## Re²⁺: what moves the 5d level when one outer electron is moved

A model of rhenium that takes its 5d on-site energy or 5d radial function from an atomic calculation has to settle which configuration to take them from, and whether to carry the level over as an absolute number or measured from a core level. If the level moves because the orbital changes shape, shape and energy must be refitted together for each configuration. If it moves because the whole interior of the ion rides up and down in potential, the shape can be kept and only the zero of energy needs care. Nine LDA runs, scalar-relativistic and spin-polarised, keep four 5d electrons and put a fifth electron of the same spin into a different outer orbital.

Quantum ESPRESSO ld1.x 7.5; spherical all-electron Kohn-Sham atom. Re2+ (Z = 75); LDA-PW92 functional; scalar-relativistic; spin-polarised; point nucleus. Eigenvalues are negative for bound levels.

| configuration | eigenvalue (5d up) (eV) | mean radius (5d up) (bohr) | mean inverse radius (5d up) (1/bohr) |
| --- | --- | --- | --- |
| [Xe] 4f14 (5d up)4 (5f up)1 | -28.528 | 1.6886 | 0.76287 |
| [Xe] 4f14 (5d up)4 (6s up)1 | -24.988 | 1.7277 | 0.74759 |
| [Xe] 4f14 (5d up)4 (6p up)1 | -26.209 | 1.7129 | 0.75369 |
| [Xe] 4f14 (5d up)4 (6d up)1 | -28.345 | 1.6907 | 0.76195 |
| [Xe] 4f14 (5d up)4 (6f up)1 | -30.673 | 1.6804 | 0.76533 |
| [Xe] 4f14 (5d up)4 (7s up)1 | -28.885 | 1.6846 | 0.76388 |
| [Xe] 4f14 (5d up)4 (7p up)1 | -29.627 | 1.6809 | 0.76501 |
| [Xe] 4f14 (5d up)4 (7d up)1 | -30.709 | 1.6797 | 0.76557 |
| [Xe] 4f14 (5d up)4 (7f up)1 | -31.885 | 1.6761 | 0.76679 |

The eigenvalue $\varepsilon$ is the Kohn-Sham energy of the majority-spin 5d orbital. The mean radius $\langle r\rangle$ and mean inverse radius $\langle 1/r\rangle$ are averages over that orbital, the second weighting the region near the nucleus. All rows are the same kind of state, an excited configuration with five parallel spins and a vacancy in 5d up below the occupied outer level. This holds even for 6s, where the same run puts 6s up at $-22.54$ eV, above 5d up at $-24.99$ eV. From the 6s row to the 7f row $\varepsilon$ deepens by 6.90 eV, or 27.6 % of its 6s value, while $\langle r\rangle$ shrinks by 3.0 %.

### First explanation: the 5d orbital contracts and so binds more tightly

This is the tempting reading, because it uses only the printed columns and never gets the order wrong. Ranked by $\langle 1/r\rangle$ or by $\langle r\rangle$, the nine rows fall in the order of their eigenvalues without exception.

The sizes do not agree with it. In a Coulomb field $\langle 1/r\rangle \propto Z$ and $\varepsilon \propto Z^2$, so $|\varepsilon| \propto \langle 1/r\rangle^2$. The rise of 2.57 % in $\langle 1/r\rangle$ would then deepen the 6s value by 1.30 eV, 19 % of the span, and the exponent that the rows ask for is 8.7. This test is a soft one, since a heavily screened 5d orbital is far from hydrogenic (the bare formula with $n=5$ gives about $-200$ eV). Pairs of rows are harder to argue away. The 7p and 6f rows differ by 0.0005 bohr in radius and by 1.05 eV in $\varepsilon$, while 5f and 7s differ far more in radius, 0.0040 bohr, and by only 0.36 eV.

The core levels of the same runs decide the matter. From 6s to 7f the 1s level drops by 7.69 eV and 4f up by 7.55 eV, more than 5d does, although the 1s radius stays at 0.018044 bohr in every row and $\langle 1/r\rangle$ of 4f up moves only from 2.1612 to 2.1618 bohr$^{-1}$. Levels that do not contract fall further than the one that does. Measured from 4f, the 5d level lies lowest in the 6s row (37.57 eV above 4f), where the orbital is most expanded, and highest in the 7f row (38.22 eV), where it is most compact. At the two ends of the series this is the opposite of what contraction predicts.

Theory gives the reason. An eigenvalue is stationary against changes of the orbital's shape in a fixed potential: what a slightly tighter orbital gains in attraction it pays in kinetic energy. To first order $\delta\varepsilon = \langle \phi|\,\delta V\,|\phi\rangle$, with $\phi$ the 5d orbital and $\delta V$ the change in the Kohn-Sham potential. The shape responds to $\delta V$ and is no independent cause.

### Second explanation: the principal quantum number of the outer electron

A higher shell is farther out and repels less, which suggests $\varepsilon = a + b/n^2$, since a hydrogenic $\langle 1/r\rangle$ goes as $1/n^2$ whatever $l$ is. Fitted to all nine rows this leaves an rms error of 1.90 eV. It cannot separate rows of equal $n$, which spread over 5.68 eV for $n=6$ and 3.00 eV for $n=7$, and it misorders five pairs: the 5f row lies deeper than 6s, 6p and 6d, and the 6f row deeper than 7s and 7p.

The idea is sound and the ruler is poor. In a many-electron ion an s electron reaches through the core, feels a larger charge and is drawn in, while the centrifugal barrier holds an f electron outside. The runs show this: the outer orbital has $\langle 1/r\rangle$ = 0.4895 bohr$^{-1}$ as 6s and 0.1530 bohr$^{-1}$ as 6f. The second explanation is the third with $n$ standing in for the real size.

### Third explanation: the outer electron lifts the potential of the whole interior

A spherical shell of charge makes no field inside itself, only a constant potential, charge over radius. An electron lying wholly outside the rest of the ion would raise every inner level by the same amount and deform none. In atomic units the outer electron, of radial density $P(r')^2$, adds

$$v(r) = \frac{1}{r}\int_0^r P^2\,dr' + \int_r^\infty \frac{P^2}{r'}\,dr' .$$

At the nucleus $v(0) = \langle 1/r\rangle_{\rm out}$, the mean inverse radius of the outer orbital. Farther out $v$ falls, with slope $-Q(r)/r^2$, where $Q(r)$ is the part of the outer charge inside $r$. The average of $v$ over 5d is the Slater integral $F^0$(outer, 5d), which is therefore smaller than $\langle 1/r\rangle_{\rm out}$.

The common shift is in the numbers. The gap between 5d and 4f varies by 0.65 eV over all rows, 9.5 % of the span of the 5d level, and 5d follows 4f with slope 0.92. A line $\varepsilon = a + b\langle 1/r\rangle_{\rm out}$ fitted to all nine rows has $a=-33.29$ eV, $b = 17.72$ eV bohr and an rms error of 0.28 eV, against 0.70 eV for a line in the 5d $\langle 1/r\rangle$ with as many constants. For the 7s row, which was part of the fit, $\langle 1/r\rangle_{\rm out}$ = 0.2385 bohr$^{-1}$ gives $-33.29 + 17.72 \times 0.2385 = -29.06$ eV, 0.18 eV deeper than the table's $-28.885$ eV. The fits and their residuals are in the output printed after this page.

The slope is 0.65 hartree bohr, where the ideal outer shell gives one. Two electrostatic effects add to lower it, and both come from $Q(r)$; a third, the exchange-correlation attraction between 5d and the parallel outer electron, turns up in the accounts below. One is penetration: 5d samples $v$ where it has already fallen, and $F^0$ is 0.81 of $\langle 1/r\rangle_{\rm out}$ for 6s and 0.92 for 7d. The other is relaxation: the field $Q/r^2$ pushes the 5d electrons outward, and the expanded shell repels everything inside it less.

Relaxation can be counted at the nucleus, where the electronic potential is $\sum_i N_i\langle 1/r\rangle_i$ over shells of occupation $N_i$. For 6s against 7f, with 27.21 eV per hartree, the outer electron gives $27.21\times(0.4895-0.1024) = 10.53$ eV, the four 5d electrons give $4\times27.21\times(0.74759-0.76679) = -2.09$ eV, and the 5s, 5p and 4f shells give $-0.55$ eV. The sum is 7.9 eV and the 1s level moves by 7.69 eV. Nothing is fitted, and the other rows agree within 0.05 eV. The sum is close to an identity of the electrostatics built into the calculation, so the agreement tests no physics; it serves to fix sign and size. The 5d term is negative in every row. The contraction towards 7f raises the interior potential and works against the deepening of the levels. The miss of 0.21 eV for 6s is probably for the most part s density inside the 1s shell. The shells left out of the sum make up only a small part of it, judged by their own $\langle 1/r\rangle$ in the same runs, and the share of exchange-correlation is not separated.

The same accounts can be kept for 5d itself with the Slater integrals of the runs. Take 6s and 7d, where $\varepsilon$ differs by 5.72 eV. The direct term is $10.83-3.93 = 6.90$ eV (its match with the 6s to 7f span is an accident). $F^0$(5d, 5d) rises from 14.25 to 14.64 eV as the shell tightens. That integral contains the density twice, so half of its change is the change of potential per electron, and the Hartree term counts all four electrons, the electron's own charge included: this gives $-0.77$ eV. The remaining $-0.41$ eV belongs to the other shells, to exchange-correlation and to terms beyond first order, taken together. Exchange-correlation should carry most of it. The other shells lie largely inside 5d, so their loosening hardly reaches it, while the parallel-spin exchange with 5d that the Slater integrals of these runs imply in Hartree-Fock form is $G^2/5 = 0.60$ eV for 6s against 0.05 eV for 7d, the right sign and scale. This pair shows why 5d lags the core so little. Compared with the nucleus, 5d loses $(13.32-4.26)-6.90 = 2.16$ eV of direct repulsion, but it also feels only $-0.77$ eV of its own relaxation against $-2.09+0.13 = -1.96$ eV at the nucleus, and the two differences partly cancel.

The picture also accounts for the perfect ranking of the first explanation. A compact outer orbital has both a large $v$ and a large $Q$ in the 5d region, so level and radius move together. The level answers to the value of $v$ and the radius to its slope, which dies faster as the electron moves out. From 6s to 6p the radius shrinks by 0.0148 bohr for a fall of 1.22 eV, and from 7d to 7f by only 0.0036 bohr for 1.18 eV. The decay is not smooth, because $Q$ depends on $l$ as well as size: from 7p through 6f to 7d the radius hardly changes while the level still falls by an electronvolt.

### Where the straight line fails

The residuals are negative at both ends and positive in the middle, so one slope is too simple. The ratio of the 5d shift to the bare outer term, both taken against 7f, runs from $6.90/10.53 = 0.66$ for 6s to $1.21/1.38 = 0.88$ for 6f and $3.36/3.73 = 0.90$ for 5f. The f orbitals, kept out of the core, come nearest to the ideal shell in the shift of the level, and in those two rows 5d lags 4f by only 0.02 eV (6f) and 0.03 eV (5f). They still reach into the 5d shell itself: 5f expands it more than 7s does (1.6886 against 1.6846 bohr). Because of this curvature the intercept should not be read as the 5d level of the ion with the outer electron removed. That level should lie deeper: taking nine-tenths of the bare 7f term, $27.21\times0.1024 = 2.79$ eV, off the 7f row gives about $-34.4$ eV.

The worst row is 5f, 0.52 eV above the line. It has nearly the same $\langle 1/r\rangle_{\rm out}$ as 7s (a difference worth 0.03 eV), yet its 5d level is 0.36 eV higher. Of this, 0.20 eV is present already at 1s. In the sum at the nucleus the largest difference between the two rows comes from the 5s, 5p and 4f shells, which contribute $-0.16$ eV in the 7s row and $+0.07$ eV in the 5f row, while the 5d term takes part of it back ($-0.32$ eV in the 7s row, $-0.43$ eV in the 5f row). An s electron enters these shells and loosens them. That they come out slightly tighter with 5f than with 7f may be a reply to the expanded 5d shell, which is a guess. These shells lie mostly inside 5d, so their loosening counts far more at the nucleus than at 5d. For 5d itself the gap is chiefly penetration, since part of the 7s $\langle 1/r\rangle$ comes from inner lobes that 5d does not feel in full, the same lobes that loosen the inner shells. The Slater integrals give its size: $F^0$(outer, 5d) is 6.30 eV for 5f and 5.87 eV for 7s, a direct difference of 0.43 eV where the bare $\langle 1/r\rangle_{\rm out}$ gives 0.03 eV. That is slightly more than the whole gap of 0.36 eV. The looser 5d shell of the 5f row should take some of it back, though relaxation and exchange-correlation are not separated here.

The one misordered pair, 6f and 7d, fits the same argument. The 1s level follows $\langle 1/r\rangle_{\rm out}$ and lies 0.03 eV deeper in the 6f row, 4f is level within 0.004 eV, and 5d has turned over by 0.036 eV. This exceeds the rounding of the table but is tiny beside the 5d spin-orbit splitting, recalled as roughly 1 eV, and beside the term structure that a spherical scalar-relativistic atom averages away. It says nothing about the order of real levels.

The spin splitting moves little. The gap between 5d up and the empty 5d down level goes from 3.02 eV (6s) to 2.80 eV (7f), a range of 3.2 % of the span. A compact parallel spin thus widens the splitting, which works slightly against the repulsion. The gap measures only the spin-dependent share of exchange-correlation, and the whole exchange-correlation shift of 5d up, which sits in the 6s to 7d remainder above, can be larger.

### Back to the decision

Over all nine rows the 5d radius holds within 3 %, the level measured from 4f within 0.65 eV, and the absolute level only within 6.9 eV. The radial function and the core-referenced level transfer between these configurations, least well to 6s and 6p, whose charge overlaps the 5d shell most. The absolute eigenvalue needs a correction for wherever the other valence charge sits. It is also an LDA eigenvalue with self-interaction in it and without Breit or QED terms, it is not an ionisation energy, and the sizes of the diffuse outer orbitals are themselves LDA results. All rows share the charge and the 5d count, so none of this covers a change in either.

For a neighbouring configuration the guess follows from the size and penetration of the outer orbital. At fixed $l$ a higher $n$ deepens 5d, and at fixed $n$ a higher $l$ does, as in every such comparison here. An outer electron of still higher $l$ should act almost as the ideal shell, shifting 5d and the core alike by close to the full $\langle 1/r\rangle_{\rm out}$ and leaving the 5d radius near its most compact values.

The analysis program printed:

```
rounding floor: 5d 0.0005 eV, 1s 0.005 eV, 4*<1/r>5d term 0.0005 eV
6s->7f: eps -6.897 eV (27.6 %), <r> -2.99 %, <1/r>5d 2.57 %
A: log-log exponent 8.7 (Coulomb scaling 2); scaling from 6s gives -1.30 eV at 7f, 19 % of span
A: bare n=5 hydrogenic -n^2<1/r>^2/2 = -190 to -200 eV
A <1/r>5d: slope -320.99 eV (-11.796 Ha) per unit, intercept 215.53 eV, rms 0.70 eV, worst 7f -1.29
   misordered pairs of 36: 0 
B 1/n^2: slope 136.73 eV (5.025 Ha) per unit, intercept -32.41 eV, rms 1.90 eV, worst 6s +3.62
   misordered pairs of 36: 5 5f/6s 5f/6p 5f/6d 6f/7s 6f/7p
C <1/r>outer: slope 17.72 eV (0.651 Ha) per unit, intercept -33.29 eV, rms 0.28 eV, worst 5f +0.52
   misordered pairs of 36: 1 6f/7d
B: spread of eps at n=6 5.68 eV, at n=7 3.00 eV
row  eps(eV)  <1/r>out  residual A, B, C (eV)
6s  -24.988  0.4895  -0.55  +3.62  -0.37
6p  -26.209  0.3964  +0.19  +2.40  +0.06
6d  -28.345  0.2675  +0.70  +0.26  +0.21
5f  -28.528  0.2395  +0.81  -1.59  +0.52
7s  -28.885  0.2385  +0.78  +0.73  +0.18
7p  -29.627  0.2028  +0.40  -0.01  +0.07
6f  -30.673  0.1530  -0.54  -2.06  -0.09
7d  -30.709  0.1566  -0.50  -1.09  -0.19
7f  -31.885  0.1024  -1.29  -2.27  -0.40
shifts vs 7f (eV): row 5d 4f 1s | potential at nucleus: outer, 4x5d, 5s5p4f, sum, 1s-sum
6s 6.90 7.55 7.69 | 10.53 -2.09 -0.55 7.90 -0.21
6p 5.68 6.07 6.20 | 8.00 -1.43 -0.32 6.25 -0.05
6d 3.54 3.71 3.75 | 4.49 -0.53 -0.21 3.76 -0.01
5f 3.36 3.39 3.38 | 3.73 -0.43 +0.07 3.37 +0.01
7s 3.00 3.12 3.18 | 3.71 -0.32 -0.16 3.23 -0.05
7p 2.26 2.35 2.40 | 2.73 -0.19 -0.12 2.42 -0.02
6f 1.21 1.24 1.23 | 1.38 -0.16 +0.01 1.23 +0.00
7d 1.18 1.23 1.26 | 1.48 -0.13 -0.08 1.26 -0.00
5d-4f gap: 37.57 (6s) to 38.22 (7f) eV, range 0.65 = 9.5 % of 5d span
slopes: d5d/d4f 0.917, d5d/d1s 0.899, d1s/d<1/r>out 0.727 Ha bohr
5f-7s: 5d +0.357, 4f +0.269, 1s +0.20, <1/r>out*H +0.026 eV; <r>5d +0.0040 bohr
6f-7d: 5d +0.036, 4f +0.004, 1s -0.03, <1/r>out*H -0.098 eV; <r>5d +0.0007 bohr
7p-6f: 5d +1.046, 4f +1.112, 1s +1.17, <1/r>out*H +1.355 eV; <r>5d +0.0005 bohr
6s: <1/r>out*H 13.32 eV, F0(outer,5d) 10.83 eV, ratio 0.813
7d: <1/r>out*H 4.26 eV, F0(outer,5d) 3.93 eV, ratio 0.922
6s-7d: actual 5.72, direct F0 6.90, 5d relaxation 4*dF0/2 -0.77, remainder -0.41 eV
5d up-down splitting (eV): 6s 3.02 6p 2.93 6d 2.83 5f 2.84 7s 2.82 7p 2.81 6f 2.82 7d 2.80 7f 2.80
splitting range 0.22 eV = 3.2 % of 5d span
```
